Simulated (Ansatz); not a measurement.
Si: energy along a strain

Si, Fd-3m, a = 5.431 Å (as given, not relaxed at this level: -1.5 GPa). Ansatz: LDA, PAW, 420 eV, Γ-centred 12×12×12 mesh on 2 atoms, Gaussian smearing 0.05 eV; no spin polarisation. Cell vectors (Å): 0.000 2.715 2.715; 2.715 0.000 2.715; 2.715 2.715 0.000. The cell is strained by x per cent times the pattern (0 0 1 0 0 0) in the order xx yy zz yz xz xy (engineering shears), with fractional coordinates held. y is the free energy over the start, V0 = 20.023 Å³/atom. Points with a strain past 8.5 % were computed too (3) and aren't used here.

| x (%) | y (meV/atom) |
| --- | --- |
| -7.50 | ? |
| -5.00 | 15.36 |
| -2.50 | 1.45 |
| 0.00 | 0.00 |
| 2.50 | 10.60 |
| 5.00 | 32.67 |
| 7.50 | 65.54 |

Problem. Fit y = c1 x + c2 x² + c3 x³ to the other rows, get the stiffness along the pattern, and predict the missing energy.

Solution. Least squares on the rows shown. y = 1.8784 x + 0.96036 x² − 0.0060616 x³. The clamped-ion stiffness p·C·p = 2 × 9.604 eV × 160.2 / 20.023 Å³ = 154 GPa, which is C33 in these axes (C11 of the cubic crystal) (second derivative at the start, which stands under stress). At x = -7.50 the fit asked for gives 42.49 meV/atom. The run gave 41.88 meV/atom, so the fit is 0.61 meV/atom too high, 0.93 % of the span of the series, against an rms of 0.03 meV/atom on the fitted rows. The row lies outside the fitted range. With a term in x⁴ added, a fit to the same known rows predicts 42.03 meV/atom, so most of the miss is curvature that the known rows already hold.

Cost: 10 runs of about 0.88 core-minutes in all, on Intel Xeon Processor @ 2.70GHz (shared hosts).

Stretching costs more than compression of the same size, 32.67 against 15.36 meV/atom at 5 %, which looks like the reverse of ordinary anharmonicity. The cause is the linear term: the starting cell is larger than the LDA equilibrium, so a modest compression first releases tension. The negative cubic coefficient shows the usual behaviour underneath, with the lattice softening as the bonds are stretched and stiffening as they are compressed.

The stiffness of 154 GPa reflects the resistance of the directional sp³ network to changes in both bond length and bond angle. It lies somewhat below the measured C11 of silicon, probably in large part because the curvature is taken in an expanded lattice. Holding the fractional coordinates is not to blame, since strain along a cube axis leaves enough symmetry at each atom to forbid an internal displacement, and the clamped and relaxed constants therefore coincide. That equality does not carry over to the shear constant C44, where the two sublattices can shift against each other.
